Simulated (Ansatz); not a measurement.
A series in volume per atom on CaO

All results are calculated (Ansatz 0.2.0). Periodic Kohn-Sham DFT of a crystal at fixed atoms; pressure and stress are positive in compression; the energy is the free energy less that of spherical unpolarised free atoms; site moments are those in the method's own spheres, positive along +z.

Cell of the first row (space group Fm-3m, No. 225):
```
CELL_PARAMETERS angstrom
0.00000 2.36640 2.36640
2.36640 0.00000 2.36640
2.36640 2.36640 0.00000
ATOMIC_POSITIONS crystal
Ca 0.00000 0.00000 0.00000
O 0.50000 0.50000 0.50000
```

Settings of every row: method all-electron LAPW; functional PBE; relativity scalar; k mesh 12x12x12; filling fermi-dirac; smearing width 0.05 eV; basis error target 0.5 meV/atom; nucleus gaussian.

Atom start moment: 0 on all atoms.

| row | volume per atom (Å³) | energy less free atoms (eV/atom) | pressure (GPa) |
| --- | --- | --- | --- |
| 1 | 13.251 | -6.3883 | 7.404 |
| 2 | 13.808 | -6.4047 | 2.241 |
| 3 | 14.089 | -6.4067 | 0.017 |
| 4 | 14.371 | ? | ? |
| 5 | 14.935 | -6.3918 | -5.393 |

Question: what energy less free atoms and pressure should row 4 give?

Worked fit of energy less free atoms. Take u = (V_r/V)^(2/3) − 1 with V_r = 13.948 Å³ an atom, which is twice the finite (Eulerian) strain; such expansions in the strain, on which the Birch-Murnaghan equation of state is built, carry the rest volume and the bulk modulus. The shown rows have u = 0.03477, 0.00675, -0.00668, -0.04456. Least squares give energy less free atoms = −6.40618 + 0.1474 × u + 10.551 × u² eV/atom; a straight line predicts inner rows, each left out in turn, worse (root mean square 0.011 against 1e-05 eV/atom). All shown rows lie on it to the printed digit. Its lowest point lies at u = -0.0070, or V = 14.1 Å³ an atom, and the curvature there gives the bulk modulus at fixed shape and fractions, B = (4/9)(1 + u)² E″(u)/V = 105 GPa. The withheld row has u = -0.01972, so the fit gives −6.40618 + 0.1474 × (-0.01972) + 10.551 × (-0.01972)² = -6.4050 eV/atom.

The calculation gave -6.4049 eV/atom. The fit lies 0.0001 eV/atom (0.54 % of the column's range) below it, one unit of the last digit.

Worked fit of pressure. Take u = (V_r/V)^(2/3) − 1 with V_r = 13.948 Å³ an atom, which is twice the finite (Eulerian) strain; such expansions in the strain, on which the Birch-Murnaghan equation of state is built, carry the rest volume and the bulk modulus. The shown rows have u = 0.03477, 0.00675, -0.00668, -0.04456. Least squares give pressure = 1.1031 + 165.683 × u + 446.63 × u² GPa; a straight line predicts inner rows, each left out in turn, worse (root mean square 0.46 against 0.0016 GPa). The rows lie off it by 0.000, -0.001, 0.001, 0.000. The pressure vanishes at u = -0.0068, or V = 14.09 Å³ an atom, and there the bulk modulus at fixed shape and fractions is B = −V dP/dV = (2/3)(1 + u) dP/du = 106 GPa. The withheld row has u = -0.01972, so the fit gives 1.1031 + 165.683 × (-0.01972) + 446.63 × (-0.01972)² = -1.990 GPa.

The calculation gave -1.981 GPa. The fit lies 0.009 GPa (0.07 % of the column's range) below it; its largest miss of a shown row is 0.001 GPa.
